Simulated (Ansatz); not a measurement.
**A van 't Hoff estimate for C2H3F + SiH3I ⇌ C2H2FI + SiH4**

Species: C2H3F `C=CF`, singlet; SiH3I `[SiH3]I`, singlet; C2H2FI `C=C(F)I`, singlet; SiH4 (silane) `[SiH4]`, singlet. The partners trade H for I: C–H and Si–I bonds give way to C–I and Si–H.

The electronic reaction energy at CCSD(T)/def2-TZVPP is +131.0 kJ/mol. Shapes: PBE0-D4/def2-TZVP. Programs: Ansatz 0.2.0. Enthalpy and entropy come from rigid-rotor, harmonic-oscillator sums on unscaled PBE0-D4/def2-TZVP wavenumbers, ideal gases at 1 bar. Symmetry numbers: C2H3F 1, SiH3I 3, C2H2FI 1, SiH4 12. R = 8.3145 J/(mol K).

| T (K) | ΔH (kJ/mol) | ΔS (J/(mol K)) |
| --- | --- | --- |
| 800 | +123.2 | -11.7 |
| 1100 | ? | ? |
| 1400 | +125.2 | -9.8 |

Q: Work out ln K at 800 and 1400 K, and from these estimate it at 1100 K.

A: 
1. 800 K: ΔG = +123.2 − 800 × (-11.7)/1000 = +132.6 kJ/mol; ln K = −ΔG/RT = -19.94.
2. 1400 K: ΔG = +125.2 − 1400 × (-9.8)/1000 = +138.9 kJ/mol; ln K = −ΔG/RT = -11.93.
3. Slope against 1000/T: (-11.93 − (-19.94))/(0.7143 − 1.2500) = -14.95, that is −ΔH/R with ΔH near +124 kJ/mol.
4. 1100 K: ln K = -19.94 + (-14.95) × (0.9091 − 1.2500) = -14.84.

The full sums give ΔH = +124.3 kJ/mol, ΔS = -10.6 J/(mol K), ΔG = +136.0 kJ/mol and ln K = -14.87 at 1100 K, so the line is off by +0.03 in ln K; without rounding the miss is +0.02, from the change of ΔH with temperature. The reactants are favoured over this whole range. An error of 10 kJ/mol in the energy moves ln K by 1.1 at 1100 K. For atoms past krypton def2 sets carry core potentials with scalar relativity. Outer-core shells of I are correlated, in sets that cover them unevenly.

The exchange is strongly endothermic because it gives up a strong sp² C–H bond and a polar Si–I bond for a weak C–I bond and a Si–H bond that is weaker than the C–H bond lost. Carbon and iodine differ little in electronegativity and their orbitals overlap poorly, whereas electropositive silicon gains more from binding the halogen. The enthalpy lies below the electronic energy probably because a stiff C–H oscillator is replaced by a softer Si–H one, which lowers the zero-point energy.

Entropy has little say, as the number of molecules is unchanged. Its small negative value is largely the symmetry term, with silane at 12 against 3 for iodosilane. Heating therefore makes ln K less negative through the enthalpy term alone, even though ΔG itself rises from +132.6 to +138.9 kJ/mol. The near-straight van 't Hoff line reflects a small heat-capacity change. These figures describe only this one exchange, and say nothing of whether the 1,2-iodofluoroethenes or elimination products would be preferred at such temperatures.
